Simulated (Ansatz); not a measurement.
A series in volume scale on WC

Results calculated with Ansatz 0.2.0, not measured. Periodic Kohn-Sham DFT of a crystal at fixed atoms, scaled to volume_scale times the given cell; pressure positive in compression, energy less spherical unpolarised free atoms, largest_vzz the field gradient of largest size among the nuclei.

The cell before it is scaled or strained (space group P-6m2, No. 187):
```
WC
1.0
      2.9005     0.0000     0.0000
     -1.4503     2.5119     0.0000
      0.0000     0.0000     2.8290
W C
1 1
Direct
  0.00000 0.00000 0.00000
  0.66667 0.33333 0.50000
```

Settings of every row: method frozen-core PAW; functional PBEsol; relativity scalar; k mesh 13x13x12; filling fermi-dirac; smearing width 0.05 eV; wave cutoff 420 eV; paw set soft_2.

Atom start moment: 0 on all atoms.

Limits: PAW files made with PBE; field gradient without spin-orbit coupling on heavy atoms; no gap: field gradients move with the k mesh; no spin-orbit coupling on heavy atoms.

```
row  volume scale  V (Å³/atom)  pressure (GPa)  largest V_zz (1e21 V/m^2)
  1          0.94        9.687          27.809                    -16.955
  2        0.9405        9.693          27.531                    -16.933
  3          0.96        9.893          17.243                    -16.053
  4          0.97        9.997          12.365                    -15.608
  5          0.98         10.1           7.736                    -15.172
  6          0.99       10.203               ?                          ?
  7             1       10.306          -0.821                    -14.317
  8          1.01       10.409          -4.775                     -13.91
  9          1.02       10.512          -8.528                    -13.509
 10          1.03       10.615         -12.088                    -13.123
 11          1.04       10.718         -15.467                    -12.747
```

Question: what pressure and largest V_zz should row 6 give?

Worked fit of pressure. Take u = (V_r/V)^(2/3) − 1 with V_r = 10.203 Å³ an atom, which is twice the finite (Eulerian) strain; such expansions in the strain, on which the Birch-Murnaghan equation of state is built, carry the rest volume and the bulk modulus. The shown rows have u = 0.0352, 0.03478, 0.02078, 0.01369, 0.00679, -0.00667, -0.01324, -0.01969, -0.02605, -0.0323. Least squares give pressure = 3.3382 + 636.14 × u + 1684.35 × u² GPa; a straight line predicts inner rows, each left out in turn, worse (root mean square 0.78 against 0.028 GPa). The rows lie off it by -0.008, 0.030, -0.042, 0.002, 0.001, 0.009, 0.014, 0.006, 0.002, -0.015 (root mean square 0.018 GPa). The pressure vanishes at u = -0.0053, or V = 10.29 Å³ an atom, and there the bulk modulus at fixed shape and fractions is B = −V dP/dV = (2/3)(1 + u) dP/du = 410 GPa. Letting shape and atoms relax would as a rule lower it, by much in layered, chain or molecular crystals. The withheld row has u = 0, so the fit gives 3.3382 + 636.14 × (0) + 1684.35 × (0)² = 3.338 GPa.

The calculation gave 3.345 GPa. The fit lies 0.007 GPa (0.016 % of the column's range) below it; its largest miss of a shown row is 0.042 GPa.

Worked fit of largest V_zz. Take t = volume scale − 0.99. The shown rows have t = -0.05, -0.0495, -0.03, -0.02, -0.01, 0.01, 0.02, 0.03, 0.04, 0.05. Least squares give largest V_zz = −14.7411 + 42.19 × t − 43.49 × t² 1e21 V/m^2; a straight line predicts inner rows, each left out in turn, worse (root mean square 0.042 against 0.0066 1e21 V/m^2). The rows lie off it by 0.004, 0.003, -0.007, -0.006, -0.005, 0.007, 0.005, 0.006, 0.000, -0.007 (root mean square 0.0054 1e21 V/m^2), a smooth pattern that one more power would take up: the form is only approximate. The withheld row has t = 0, so the fit gives −14.7411 + 42.19 × (0) − 43.49 × (0)² = -14.741 1e21 V/m^2.

The calculation gave -14.742 1e21 V/m^2. The fit lies 0.001 1e21 V/m^2 (0.024 % of the column's range) above it, one unit of the last digit.
